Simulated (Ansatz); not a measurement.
**Loss of CH4: CH7GaO → GaH2(OH) + CH4**

Species: CH7GaO `C[OH+][GaH3-]`, singlet; GaH2(OH), singlet; CH4 (methane) `C`, singlet. 

Shapes, held fixed at every level: PBE0-D4/def2-TZVP. Programs: Ansatz 0.2.0. The zero-point and thermal change to 298 K, harmonic and unscaled (PBE0-D4/def2-TZVP), is -3.7 kJ/mol.

Question: Estimate ΔH(298 K) of this reaction.

Answer: The highest level, CCSD(T)/def2-TZVPP, gives ΔH(298 K) = -107.3 kJ/mol; the levels span -107.5 to -80.5. The column of differences is taken from that level and isn't an error. No measured value is set beside it here. Relativity is left out for Ga unless named. Correlated rows may include outer-core shells of Ga, which these sets cover unevenly.

| level | kind | ΔH(298 K) (kJ/mol) | less CCSD(T)/def2-TZVPP |
| --- | --- | --- | --- |
| SPW92/def2-TZVPP | LDA | -80.5 | +26.8 |
| r2SCAN-D4/def2-TZVPP | meta-GGA | -107.5 | -0.2 |
| PBE0-D4/def2-TZVPP | global hybrid | -102.3 | +5.0 |
| r2SCAN0-D4/def2-TZVPP | global hybrid | -103.2 | +4.1 |
| wB97X-V/def2-TZVPP | range-separated hybrid | -102.8 | +4.5 |
| MP2/def2-SVP | perturbation theory | -99.8 | +7.5 |
| CCSD(T)/def2-TZVPP | coupled cluster or CI | -107.3 | 0.0 |

Methane loss from the methanol-gallane adduct is strongly exothermic at every level, and the thermal term of -3.7 kJ/mol is small, so the driving force is electronic. A hydridic Ga-H bond and the C-O bond are given up, while a strong, nonpolar C-H bond forms and the dative O→Ga contact becomes a covalent Ga-O bond. That bond is strongly polar and can gain a little from oxygen lone-pair donation into the empty Ga 4p orbital.

SPW92 stands apart at -80.5 kJ/mol, probably because the local density approximation overbinds the donor-acceptor adduct relative to the separated products. The other levels lie between -107.5 and -99.8 kJ/mol, so the exothermicity doesn't hinge on the choice among them. Release of a second molecule also favours the reaction entropically in the gas phase.

This favourable enthalpy doesn't make methane loss the expected pathway, since it requires C-O cleavage and hydride transfer to carbon, whereas protic O-H and hydridic Ga-H bonds commonly eliminate H2 to give an alkoxide.
